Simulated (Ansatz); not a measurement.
## From the elastic tensor of Ag at 35 GPa (stress–strain coefficients) to moduli and sound speeds

Level of theory: Ansatz 0.2.0, DFT LDA, scalar-relativistic, plane waves, PAW. Plane waves to 420 eV; Γ-centred k mesh 20×20×20; Fermi-Dirac smearing of 0.15 eV. No spin polarisation.

The structure is cubic, space group Fm-3m (No. 225). The conventional cell has a = 3.793 Å, b = 3.793 Å, c = 3.793 Å, α = 90.00°, β = 90.00°, γ = 90.00°. Ag (site symmetry m-3m) has 12 Ag at 2.68 Å as nearest neighbours.

In a metal, frequencies and elastic constants depend on the k mesh and the smearing, soft modes and shear constants most. Other phases may be more stable at this pressure.

Relaxed-ion constants (GPa, on the Cartesian axes of the calculation):
```
364.2 289.6 289.6   0.0   0.0   0.0
289.6 364.2 289.6   0.0   0.0   0.0
289.6 289.6 364.2   0.0   0.0   0.0
  0.0   0.0   0.0 127.3   0.0   0.0
  0.0   0.0   0.0   0.0 127.3   0.0
  0.0   0.0   0.0   0.0   0.0 127.3
```

Density 13.134 g/cm³; 1 atom in 13.64 Å³.

The values that follow are for a polycrystal of randomly turned grains, by Hill's mean where one number stands. In a crystal this anisotropic the Voigt and Reuss bounds lie far apart, so Hill's mean and the sound speeds and Debye temperature from it are rough.

With S = C⁻¹: B_V = (C11+C22+C33+2(C12+C13+C23))/9, G_V = (C11+C22+C33−C12−C13−C23+3(C44+C55+C66))/15, 1/B_R = S11+S22+S33+2(S12+S13+S23), 15/G_R = 4(S11+S22+S33−S12−S13−S23)+3(S44+S55+S66); Hill is their mean. Then v_l = √((B+4G/3)/ρ), v_t = √(G/ρ), v_m = [(2/v_t³+1/v_l³)/3]^(−1/3) and Θ = (ħ/k_B)·v_m·(6π²n/V)^(1/3) for n atoms in the volume V; E = 9BG/(3B+G), ν = (3B−2G)/(2(3B+G)) and A^U = 5G_V/G_R + B_V/B_R − 6.

- Bulk modulus, Voigt / Reuss / Hill: 314.5 / 314.5 / 314.5 GPa
- Shear modulus, Voigt / Reuss / Hill: 91.3 / 64.8 / 78.0 GPa
- Young's modulus: 216 GPa
- Poisson ratio: 0.385
- Pugh ratio B/G: 4.03
- Universal anisotropy index: 2.05
- Longitudinal and transverse sound speeds: 5645 and 2437 m/s
- Debye temperature from the mean sound speed: 343 K

Cost: 1 run of about 3 core-minutes, on Intel Xeon Processor @ 2.50GHz (Skylake/Cascade Lake) (shared hosts).

Compressed fcc silver resists a change of volume far more strongly than a change of shape: the bulk modulus is 314.5 GPa, while even the Voigt bound on the shear modulus is only 91.3 GPa. The delocalised sp electrons and the overlap of filled 4d shells both oppose compression, but the metallic bonding has little directional character to oppose shear at constant volume. C12 exceeds C44 by much more than the applied pressure alone would produce in a crystal with purely central pair forces, which points to a substantial volume-dependent, many-body part of the cohesion.

The anisotropy comes from a small difference between C11 and C12, which makes tetragonal shear much softer than the shear governed by C44. This is the usual pattern in noble metals, where tetragonal shear changes the nearest-neighbour distances less, overall, than a C44 shear of the same magnitude. The constants satisfy the cubic stability conditions under load, so the lattice is stable against small homogeneous strains; stability against phonons of finite wavevector doesn't follow from them.
